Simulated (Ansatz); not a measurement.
**From the elastic tensor of Ge at 8 GPa (stress–strain coefficients) to moduli and sound speeds**

Computed with Ansatz, DFT LDA, scalar-relativistic, plane waves, PAW. Plane waves to 420 eV; Γ-centred k mesh 14×14×14; fixed occupations. No spin polarisation.

Symmetry: Fd-3m, No. 227, cubic system. The conventional cell has a = 5.456 Å, b = 5.456 Å, c = 5.456 Å, α = 90.00°, β = 90.00°, γ = 90.00°. Ge (site symmetry -43m) is surrounded by 4 Ge at 2.36 Å.

At this pressure the crystal is close to a known change of phase. The bands were filled as in an insulator; under compression the gap may have closed between mesh points.

Relaxed-ion constants (GPa, on the Cartesian axes of the calculation):
C11 = 161.1, C12 = 82.0, C13 = 82.0, C22 = 161.1, C23 = 82.0, C33 = 161.1, C44 = 72.2, C55 = 72.2, C66 = 72.2 GPa; the others vanish.

Density 5.940 g/cm³; 2 atoms in 40.61 Å³.

The values that follow are for a polycrystal of randomly turned grains, by Hill's mean where one number stands.

With S = C⁻¹: B_V = (C11+C22+C33+2(C12+C13+C23))/9, G_V = (C11+C22+C33−C12−C13−C23+3(C44+C55+C66))/15, 1/B_R = S11+S22+S33+2(S12+S13+S23), 15/G_R = 4(S11+S22+S33−S12−S13−S23)+3(S44+S55+S66); Hill is their mean. Then v_l = √((B+4G/3)/ρ), v_t = √(G/ρ), v_m = [(2/v_t³+1/v_l³)/3]^(−1/3) and Θ = (ħ/k_B)·v_m·(6π²n/V)^(1/3) for n atoms in the volume V; E = 9BG/(3B+G), ν = (3B−2G)/(2(3B+G)) and A^U = 5G_V/G_R + B_V/B_R − 6.

- Bulk modulus, Voigt / Reuss / Hill: 108.3 / 108.3 / 108.3 GPa
- Shear modulus, Voigt / Reuss / Hill: 59.2 / 54.3 / 56.7 GPa
- Young's modulus: 145 GPa
- Poisson ratio: 0.277
- Pugh ratio B/G: 1.91
- Universal anisotropy index: 0.45
- Longitudinal and transverse sound speeds: 5565 and 3090 m/s
- Debye temperature from the mean sound speed: 376 K

Cost: 1 run of about 1.7 core-minutes, on AMD EPYC 7R43 (Zen 3) (shared hosts).

The constants describe a lattice that resists compression much better than shear, with its weakest resistance to tetragonal shear, governed by C11 − C12. That strain mainly bends the angles between sp³ bonds, whereas compression must shorten the bonds themselves. It is also the type of distortion that leads from diamond to β-tin. All the cubic stability conditions are nevertheless met, so the crystal withstands small homogeneous strains, which doesn't settle which phase has the lower enthalpy.

The Pugh ratio of 1.91 would conventionally be read as ductile, but here it probably reflects pressure stiffening the bulk response more than the shear response, not easy dislocation motion. Likewise, C12 exceeding C44 is no sign of metallic bonding, because hydrostatic stress itself raises C12 relative to C44.

The Debye temperature of 376 K represents only the long-wave acoustic limit; the transverse acoustic branches of germanium flatten strongly towards the zone boundary, so it can't stand in for a calorimetric value over a wide temperature range.
